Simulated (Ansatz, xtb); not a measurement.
Relative energy of two isomers of C4H5ClO2Si

Structure I: `O=C1OCC=C1[SiH2]Cl`, a singlet. Structure II: `CC#C[Si@H](Cl)OC=O`, a singlet. Both are isolated molecules in the gas phase, relaxed with B3LYP/def2-SVP; the shapes shown needn't be the lowest conformers.

I (Å):

```yaml
atoms:
  - { symbol: C, position_ang: [0.1926, -1.5539, 0.9922] }
  - { symbol: C, position_ang: [-0.8071, -1.9500, -1.0256] }
  - { symbol: C, position_ang: [0.2615, -0.9115, -1.2022] }
  - { symbol: C, position_ang: [0.8539, -0.6733, -0.0199] }
  - { symbol: Cl, position_ang: [2.8172, 1.4874, -1.3114] }
  - { symbol: O, position_ang: [0.4207, -1.6516, 2.1665] }
  - { symbol: O, position_ang: [-0.7750, -2.2836, 0.3531] }
  - { symbol: Si, position_ang: [2.2424, 0.4961, 0.4329] }
  - { symbol: H, position_ang: [-0.6195, -2.8548, -1.6324] }
  - { symbol: H, position_ang: [-1.8105, -1.5718, -1.2942] }
  - { symbol: H, position_ang: [0.4949, -0.4423, -2.1603] }
  - { symbol: H, position_ang: [3.4106, -0.2539, 0.9563] }
  - { symbol: H, position_ang: [1.7793, 1.5044, 1.4178] }
```

II (Å):

```yaml
atoms:
  - { symbol: C, position_ang: [-1.8651, -1.6150, -2.6070] }
  - { symbol: C, position_ang: [-0.7028, -1.0269, -1.9599] }
  - { symbol: C, position_ang: [0.2693, -0.5324, -1.4138] }
  - { symbol: C, position_ang: [0.8801, 0.3157, 1.9309] }
  - { symbol: Cl, position_ang: [3.4476, -0.5887, -1.3605] }
  - { symbol: O, position_ang: [1.7548, -0.1808, 1.0439] }
  - { symbol: O, position_ang: [-0.0158, 1.0688, 1.6635] }
  - { symbol: Si, position_ang: [1.7025, 0.2294, -0.6172] }
  - { symbol: H, position_ang: [-1.6240, -2.6040, -3.0298] }
  - { symbol: H, position_ang: [-2.6911, -1.7431, -1.8885] }
  - { symbol: H, position_ang: [-2.2256, -0.9727, -3.4270] }
  - { symbol: H, position_ang: [1.7632, 1.6943, -0.7768] }
  - { symbol: H, position_ang: [1.1005, -0.0652, 2.9509] }
```

Quicker runs give these differences E(II) − E(I): GFN2-xTB +5.1 kcal/mol; HF/STO-3G +24.6 kcal/mol (at GFN2-xTB geometries); r2SCAN-D4/def2-SVP +1.6 kcal/mol (at GFN2-xTB geometries).

**Question.** Estimate E(II) − E(I) at the level CCSD(T)/def2-SVP + ΔMP2/def2-TZVPP.

**Answer.** Calculated at CCSD(T)/def2-SVP + ΔMP2/def2-TZVPP: E(II) − E(I) = −9.4 kcal/mol, so structure II lies lower.

Level by level:

```tsv
level	geometry	E(II) − E(I) (kcal/mol)	departure from the last row (kcal/mol)	job, with rough time for the two
GFN2-xTB	GFN2-xTB	+5.1	+14.6	optimisation, 0.19 s
HF/STO-3G	GFN2-xTB	+24.6	+34.0	single point, 0.48 s
r2SCAN-D4/def2-SVP	GFN2-xTB	+1.6	+11.0	single point, 3 s
B3LYP/def2-SVP	B3LYP/def2-SVP	−4.3	+5.2	optimisation, 38 s
HF/def2-SVP	B3LYP/def2-SVP	−8.5	+0.9	part of the CCSD(T) run
MP2/def2-SVP	B3LYP/def2-SVP	−8.8	+0.6	part of the CCSD(T) run
CCSD(T)/def2-SVP	B3LYP/def2-SVP	−5.6	+3.8	single point
CCSD(T)/def2-SVP + ΔMP2/def2-TZVPP	B3LYP/def2-SVP	−9.4		single point, 45 s
```

As drawn, II has 1 C≡C, 1 O–Si, 1 C–H in place of 1 C–O, 1 C–C, 1 C=C, 1 Si–H. Structure I has a 5-membered ring, II no ring.

GFN2-xTB, HF/STO-3G, r2SCAN-D4/def2-SVP put the two in the other order. The largest departure from CCSD(T)/def2-SVP + ΔMP2/def2-TZVPP is that of HF/STO-3G, 34.0 kcal/mol. The last row adds to CCSD(T) the change of the MP2 difference between the two basis sets, here −3.8 kcal/mol, a large step that makes the value less sure.

With thermal terms from frequencies at re-optimised GFN2-xTB minima (ideal gas, soft modes damped towards free rotors, one conformer each, 298.15 K, 1 atm): on the last row, ΔE + ΔZPE = −9.9, ΔH = −8.5, ΔG = −12.3 kcal/mol.

The correlated steps freeze 16 core orbitals. Mirror images aren't counted in ΔG. Programs: Ansatz 0.2.0, xtb 6.7.1; the last row on 2 threads of AMD EPYC 9R45 96-Core Processor (Zen 5) on a shared host.

The open-chain silyl formate II lies below the lactone I, mainly because silicon gains a bond to oxygen. The Si–O bond is strong and highly polar, owing to the large electronegativity difference, and exchanging Si–H for C–H helps in the same direction. Together these gains outweigh the cost of forming an alkyne and giving up the lactone's conjugated C=C–C=O unit. Relief of ring strain probably contributes only a little, since a five-membered unsaturated lactone is not severely strained.

Opening the ring also frees soft torsional motions, so entropy favours II further, and ΔG is more negative than ΔH. The preference is thus enthalpic first, with entropy reinforcing it.

Hartree–Fock changes from +24.6 to −8.5 kcal/mol between STO-3G and def2-SVP, which probably reflects the minimal basis's poor description of polar bonding at silicon. The close agreement of the latter value with the final one suggests cancellation between basis and correlation effects. The energy order says nothing about how readily I would convert to II, which depends on the barrier for a deep skeletal rearrangement.
